## The question

Does an alloy that turns magnetic as it expands show this in the share of its electrons that atomic shells can describe? Cubic Co₃W allows a test, because its densest cell is non-magnetic and every larger one carries a moment. The calculation is density-functional theory with the PBEsol functional. It treats the ordered cubic form, whereas the known stable compound is hexagonal.

Ansatz 0.2.0, scalar-relativistic DFT with PBEsol, plane waves (cutoff 420 eV) and PAW, for cubic Co₃W (Pm-3m) with collinear spin, a 12×12×12 k mesh and Gaussian smearing of 0.1 eV. The electrons outside these shells are the 65 treated per four-atom cell minus the Löwdin populations of Co 3s, 3p, 3d, 4s and W 5s, 5p, 5d, 6s.

```tsv
volume (Å³/atom)	shortest distance (Å)	electrons outside these shells (e)
9.847	2.406	0.710
10.183	2.433	0.720
10.519	2.459	0.740
10.854	2.485	0.750
11.190	2.511	0.760
11.345	2.522	0.760
11.526	2.535	0.770
11.617	2.542	0.770
11.861	2.560	0.780
12.309	2.592	0.790
```

The volume is given per atom, and the shortest distance is that between neighbouring atoms. The column "electrons outside these shells" is a remainder. The calculation treats 65 electrons per cell and projects them on fixed atomic orbitals: 3s, 3p, 3d and 4s on Co, and 5s, 5p, 5d and 6s on W. What these shells fail to catch is the tabulated count.

Two magnitudes are worth remembering. The projection misses about 1 % of the electrons, and this remainder grows by roughly a tenth when the volume grows by a quarter. No row breaks the smooth rise, and the magnetic onset leaves no visible mark on it.

## Two flat places that are not real

The printed column stands still twice, at 0.760 and at 0.770 e. Both halts lie where neighbouring volumes are close together, so the true change is smaller than the column's step of 0.01 e. Adding up the individual shell populations, which are known to four decimals, gives a finer count. It rises at every step, and the halts disappear.

A straight line drawn through the first and last rows of this finer count serves as the smooth reference. For the row at 10.854 Å³/atom it gives:

share of the expansion = (10.854 − 9.847) / (12.309 − 9.847) = 0.409

count on the line = 0.7108 + 0.409 × 0.0802 = 0.7436 e

The calculation has 0.7493 e, which is 0.006 e more, or 7 % of the whole rise. This row had no part in fixing the line, and it is the one that departs furthest from it.

All eight inner rows lie above the line. Their distance from it grows up to this row and then shrinks steadily. That is the signature of a gentle bend, whereas a broken row would stand apart from its neighbours. The output printed after this text gives the comparison for each volume.

## Why expansion raises the count

The outer s and p electrons of a transition metal spread through the whole cell, while its d electrons stay closer to the atoms. Compression raises the energy of the spread-out states more than that of the d states. Electrons therefore move from s and p states into d states when the metal is squeezed, and back when it expands. This is well-known behaviour of transition metals.

The shell populations move in this sense. From the densest to the largest cell, the d shells of Co and W together lose 0.33 e, while the outer s shells gain 0.18 e. The deeper s and p shells gain a further 0.07 e. They are full in every cell, so this part reflects how the projection shares out overlapping density, and not a real filling. The same sharing can alter the d and outer s numbers, which therefore show the direction of the shift better than its size. The losses exceed the gains by 0.08 e, which is the rise of the remainder.

A plausible destination for the difference is p character. The broad conduction states of a metal are partly p-like around each atom, but the projection has neither a Co 4p nor a W 6p shell. If these states fill along with the s states, their p part ends up in the remainder. No population of such p shells was computed, so this step rests on theory.

Geometry may contribute in the same direction. The atomic orbitals keep their size while the cell grows, and they may describe the region between the atoms less completely when the atoms are further apart. The data do not separate this effect from the filling of p-like states. The rise cannot go on for ever: widely separated atoms would be described almost fully by their own shells, so the count is expected to fall again at much larger volumes. The flattening of the curve may be an early sign of this, but no such cell was computed.

## Why the magnetic onset leaves no mark

The densest cell was started with a moment and lost it. The next has a total moment of only 0.08 μB, and the largest reaches 0.82 μB. At this spacing of volumes the moment seems to grow continuously from zero. Functionals of this kind tend to overestimate the moments of weakly magnetic metals, so the true onset may lie at a larger volume. The stability of the electronic state was not checked for the row at 11.190 Å³/atom, but its moment and populations fit those of its neighbours. The moment sets in between the first two rows but grows mostly beyond the second. A strong influence on the count would therefore show as a change from the first increase to the next ones.

The first four volume steps are equal, so their increases can be compared directly. The count rises by 0.014 e across the onset and by 0.013 e in the next step, then by 0.012 and 0.011 e. The step across the onset fits this sequence of slowly shrinking increases. Finer irregularities are no larger than the rounding of the summed populations.

The first reason for this calm is that magnetism mainly moves electrons between the two spin directions of the same shell. In the largest cell, the three Co atoms together hold 1.1 more 3d electrons of one spin than of the other. The count adds both spins, so an electron that changes spin but stays in its shell does not alter it. The total 3d population indeed falls by about 0.03 e in each of the first four steps, whether or not the onset lies inside.

The second reason is symmetry. Reversing all moments leaves every charge population the same. A population therefore cannot respond in proportion to a small moment, and its response begins with the square. A moment that starts from zero can thus change the slope of the curve, but it cannot make the curve jump.

This also shows what drives the rise at the dense end. The curve is steepest between the first two rows, where the moment is still almost absent. The square of the moment in the second row is only (0.08/0.82)², or about 1 %, of its value in the last. Had magnetism caused much of the first increase, the next one would have been far larger, because the square of the moment grows much more there. It is smaller, so volume itself must cause nearly all of the first increase. At larger volumes the two influences grow together, and separating them would take calculations with the moment held fixed.

## Where a break would appear

The same reasoning shows what could disturb such a curve. A moment that switched on suddenly at a finite size would change the d bands abruptly, and the charge populations could then jump. A change of crystal structure could do the same, because each atom would have different neighbours. Neither happens here: all cells were kept cubic, and the moment starts small.

A third kind of break would come from the bookkeeping. If some rows were projected on additional shells, such as Co 4p and W 6p, their remainder would drop without any change in the metal. All ten rows use the same shells, which is a condition for reading the column as a trend. For another transition-metal alloy, the first things to compare are therefore the shells, the structure and the magnetic state of each row.

## What the remainder means for atomic charges

The remainder is small compared with 65 electrons, but about as large as the charge that the atoms exchange in this alloy. Near the equilibrium volume, at 11.190 Å³/atom, the shell populations make each Co atom appear positive by 0.24 e and W by 0.05 e. A neutral cell cannot consist only of positive atoms. Taken before rounding, three times the first value plus the second gives 0.76 e, which is exactly the missed count.

A Bader analysis of the same cell divides the whole electron density among the atoms and leaves no remainder. It makes each Co atom negative by 0.24 e and W positive by 0.72 e. For Co, the apparent charge from the shells thus has the opposite sign. That the two values are about equal in size is chance, because the shell value consists largely of missed electrons. Anyone who needs to know which metal gives up electrons should use the Bader charges. The shell populations are better suited to following how s and d character shift along one series of cells.

Numerical output:

```
Finer count and magnetism:
     row  missed count (e)  step from row before (e)  slope (e per A3/atom)  above straight line (e)  Co 3d of three atoms (e)  Co 3d spin surplus per atom (e)  total moment size (muB per cell)
   9.847            0.7108                       n/a                    n/a                        0                     23.93                                0                                 0
  10.183            0.7247                    0.0139                0.04137                 0.002955                      23.9                           0.0324                             0.079
  10.519            0.7373                    0.0126                 0.0375                  0.00461                     23.86                           0.1273                             0.308
  10.854            0.7493                     0.012                0.03582                 0.005697                     23.84                           0.1853                             0.442
   11.19            0.7599                    0.0106                0.03155                 0.005352                     23.81                           0.2357                             0.553
  11.345            0.7648                    0.0049                0.03161                 0.005202                      23.8                           0.2575                               0.6
  11.526            0.7703                    0.0055                0.03039                 0.004806                     23.78                           0.2818                             0.651
  11.617            0.7729                    0.0026                0.02857                 0.004442                     23.78                           0.2935                             0.675
  11.861            0.7799                     0.007                0.02869                 0.003494                     23.76                           0.3229                             0.734
  12.309             0.791                    0.0111                0.02478                        0                     23.74                           0.3687                             0.819
Rise of the printed count from first to last row (e): 0.08
Rise of the finer count from first to last row (e): 0.0802
Increase of volume from first to last row (percent): 25
Increase of shortest distance from first to last row (percent): 7.731
Largest difference between printed and finer count (e): 0.0048
Largest distance of the finer count from the straight line (e): 0.005697
Change of Co 3d of three atoms from first to last row (e): -0.1947
Change of W 5d from first to last row (e): -0.1352
Change of Co 4s and W 6s together from first to last row (e): 0.1842
Change of the semicore s and p shells together from first to last row (e): 0.0655
Co 3d spin surplus of three atoms in the last row (e): 1.106
```
